The energy and size of the 3s shell are wanted for neutral atoms from Mg to Ge. The choice lies between non-relativistic Hartree-Fock, the same with a correction formula, and Dirac-Hartree-Fock.

One limit decides how the answers may be used. The orbital energy $\varepsilon$ is not a measured binding energy: it lacks correlation and the relaxation of the other electrons when one is removed, and open shells are averaged over the configuration. Errors below are therefore relative to the Dirac level, not to experiment.

B-spline radial atomic code version 1; all-electron Hartree-Fock for neutral, spherical atoms at the radial basis limit, averaged over the nl configuration: non-relativistic with a point nucleus, and four-component Dirac-Coulomb with a Fermi nucleus. ε is the orbital energy and <r> the mean radius; changes are relative to the non-relativistic values.

```tsv
species	Z	configuration	ε(3s), non-rel. (hartree)	ε(3s1/2), Dirac (hartree)	change of ε (%)	<r>(3s), non-rel. (bohr)	<r>(3s1/2), Dirac (bohr)	change of <r> (%)
Mg	12	[Ne] 3s2	-0.253053	-0.253443	0.154	3.2529	3.2480	-0.152
Al	13	[Ne] 3s2 3p1	-0.393420	-0.394455	0.263	2.5993	2.5941	-0.199
Si	14	[Ne] 3s2 3p2	-0.543596	-0.545505	0.351	2.2041	2.1989	-0.239
P	15	[Ne] 3s2 3p3	-0.706363	-0.709458	0.438	1.9278	1.9224	-0.281
S	16	[Ne] 3s2 3p4	-0.882658	-0.887320	0.528	1.7197	1.7141	-0.326
Cl	17	[Ne] 3s2 3p5	-1.07291	-1.07959	0.623	1.5556	1.5498	-0.373
Ar	18	[Ne] 3s2 3p6	-1.27735	-1.28659	0.723	1.4222	1.4162	-0.423
K	19	[Ar] 4s1	-1.74878	-1.76128	0.715	1.2771	1.2712	-0.459
Ca	20	[Ar] 4s2	-2.24538	-2.26205	0.743	1.1594	1.1536	-0.502
Sc	21	[Ar] 3d1 4s2	-2.56732	-2.59163	0.947	1.0794	1.0731	-0.586
Ti	22	[Ar] 3d2 4s2	-2.88205	-2.91463	1.13	1.0124	1.0056	-0.668
V	23	[Ar] 3d3 4s2	-3.19885	-3.24094	1.32	0.95459	0.94739	-0.754
Cr	24	[Ar] 3d5 4s1	-3.33242	-3.38994	1.73	0.91112	0.90315	-0.874
Mn	25	[Ar] 3d5 4s2	-3.85100	-3.91682	1.71	0.85883	0.85079	-0.936
Fe	26	[Ar] 3d6 4s2	-4.18923	-4.26968	1.92	0.81843	0.80998	-1.03
Co	27	[Ar] 3d7 4s2	-4.53660	-4.63380	2.14	0.78194	0.77307	-1.13
Ni	28	[Ar] 3d8 4s2	-4.89361	-5.00986	2.38	0.74876	0.73947	-1.24
Cu	29	[Ar] 3d10 4s1	-5.01198	-5.15649	2.88	0.72276	0.71277	-1.38
Zn	30	[Ar] 3d10 4s2	-5.63782	-5.79999	2.88	0.69059	0.68047	-1.47
Ga	31	[Ar] 3d10 4s2 4p1	-6.39466	-6.58162	2.92	0.66047	0.65027	-1.54
Ge	32	[Ar] 3d10 4s2 4p2	-7.19678	-7.41225	2.99	0.63224	0.62196	-1.63
```

**(a) For which purposes is the non-relativistic level enough?**

*Solution.* Relativity lowers $\varepsilon$ and shrinks the mean radius $\langle r\rangle$ in every row, but the two quantities make very different demands.

The radius changes by 0.15% in Mg and 1.63% in Ge, which is only 0.26 to 0.54 pm. If 1 pm is good enough, the non-relativistic radius serves throughout.

The energy shift $\Delta\varepsilon$ (Dirac minus non-relativistic) grows in size from 0.011 eV in Mg to 5.9 eV in Ge. It exceeds 1 kcal/mol (0.043 eV) from Si onward, 0.1 eV from S onward and 1 eV from V onward. A percentage hides this growth, because $|\varepsilon|$ itself rises steeply.

**(b) Can a formula in the nuclear charge $Z$ replace the Dirac calculation?**

*Solution.* Start from the limit of no screening. With $\alpha$ the fine-structure constant, the Dirac energy of a one-electron atom, expanded to first order, gives for principal quantum number $n$ and total angular momentum $j$

$$\frac{\Delta\varepsilon}{\varepsilon}\approx\frac{(Z\alpha)^2}{n^2}\left(\frac{n}{j+1/2}-\frac34\right)=\frac{(Z\alpha)^2}{4}\quad\text{for }3s.$$

The one-electron orbital likewise shrinks by about $0.276\,(Z\alpha)^2$.

Take Ni, with nothing fitted. Here $(Z\alpha)^2=(28/137.04)^2=0.0417$, so the energy should change by 1.04%. Applied to 4.894 hartree this is 0.051 hartree, or 1.4 eV. The table gives 2.38%, or 3.16 eV, so the formula finds less than half of the shift. For the radius it predicts a contraction of $0.276\times0.0417=1.15\%$, close to the tabulated 1.24%.

Two further limits suggest why the energy fares worse.

- *Screening charge entirely outside the 3s shell.* It adds a constant to the potential inside. The orbital and $\Delta\varepsilon$ stay as they were, but $|\varepsilon|$ falls, so the percentage rises above the bare-nucleus value.
- *Screening charge entirely inside.* The electron sees a reduced charge everywhere. Taking that charge from the orbital's size, as $13.5/\langle r\rangle$ with $\langle r\rangle$ in bohr, yields only 14 to 24% of the tabulated energy change.

Neither limit describes the real atom. The first gives only a direction: a bare Ni nucleus would hold 3s at a mean radius of 0.48 bohr, not 0.75, and in Mg the percentage lies below the bare-nucleus value. The formula's success for the radius is therefore no proof of a bare-nucleus orbital. The second limit fails in every row, by a factor of at least four. This fits the usual picture, in which an s electron acquires most of its direct relativistic shift close to the nucleus, though the table does not resolve where the shift arises.

The first limit helps to explain the steps along the series. Added 3p or 3d electrons offset much of the growing nuclear attraction on 3s; added 4s or 4p electrons, lying farther out, offset less. From Ar to Ca, $|\varepsilon|$ rises by 0.97 hartree, but from Ca to Ti by only 0.64. Partly for this reason, the relative energy change divided by $(Z\alpha)^2$ climbs from 0.20 in Mg to 0.42 in Ar, drops to 0.35 in Ca, reaches 0.60 in Zn and falls to 0.55 in Ge. For one more 4p electron, the percentage should again grow more slowly than $Z^2$.

The shift itself also changes pace. Its size grows by 0.11 eV from K to Ca but by 0.21 eV from Ca to Sc, where 3d starts to fill. A constant potential from outside would not cause that; a relativistic response of the 3d shell, taken up next, is a likely contributor.

Cr and Cu stand out because they have one more 3d and one fewer 4s electron than the pattern of their neighbours. Compared with the geometric mean of its neighbours, Cr has an $|\varepsilon|$ 5% smaller and a $\Delta\varepsilon$ 9% larger. The smaller denominator is thus only part of the story. A likely addition is indirect: in further output of the same calculation for Ni, 3d expands by 0.6%, which weakens its screening of 3s. A change in how the closed s shells are defined when 4s opens could also contribute. K, which also has an open 4s shell, shows no comparable excess in $\Delta\varepsilon$, but that does not exclude it.

A power law can absorb part of this drift. A least-squares fit to the logarithms of all 21 rows gives $\Delta\varepsilon/\varepsilon=2.24\,(Z\alpha)^{2.87}$. The exponent mixes relativity with changing screening and has no separate meaning. Even for these fitted rows, the predicted change is 33% too large in Mg and 13% too small in Cr, and the energy is off by 0.86 eV in Ge.

For radii the unfitted one-electron formula leaves an error of at most 0.10 pm. That largest error is in Mg, where it amounts to 39% of the small contraction. For energies it leaves more than 0.1 eV from Ar onward and more than 1 eV from Fe onward.

**(c) When is the Dirac level worth its cost, and when is it not enough?**

*Solution.* The formula costs nothing beyond the non-relativistic run. For Ni that run has 7 radial functions. The Dirac run splits each p and d shell in two, giving 10 orbitals with two radial components each, or 20 functions. Storage thus grows about threefold. If dense matrices are diagonalised, doubling their dimension costs about eight times more per symmetry, and there are five symmetries instead of three. That suggests a factor of order ten, from counting rather than timing. For a single atom this is seldom a reason to prefer the formula.

First-order mass-velocity and Darwin terms are a cheaper intermediate step. In further output for S and Ni they recover about 95% of the change in total energy. That does not establish the same accuracy for the 3s energy.

The next corrections are the Breit interaction between electrons and quantum electrodynamics (QED). The same further output gives their first-order effect on 3s: together they raise $\varepsilon$ by 0.017 eV in S and 0.22 eV in Ni, undoing 13% and 7% of the relativistic lowering. Judged by these terms alone, the Dirac level meets a 0.1 eV target in S but not in Ni. The finite nucleus matters far less, at roughly $10^{-3}$ eV in Ni by a first-order estimate.

In practice, keep the non-relativistic radius if 1 pm suffices. For orbital energies to 0.1 eV, use the Dirac level from S onward, and check the Breit and QED terms well before Ni. If the target is a measured 3s binding energy, treat relaxation and correlation as well before refining these smaller terms.
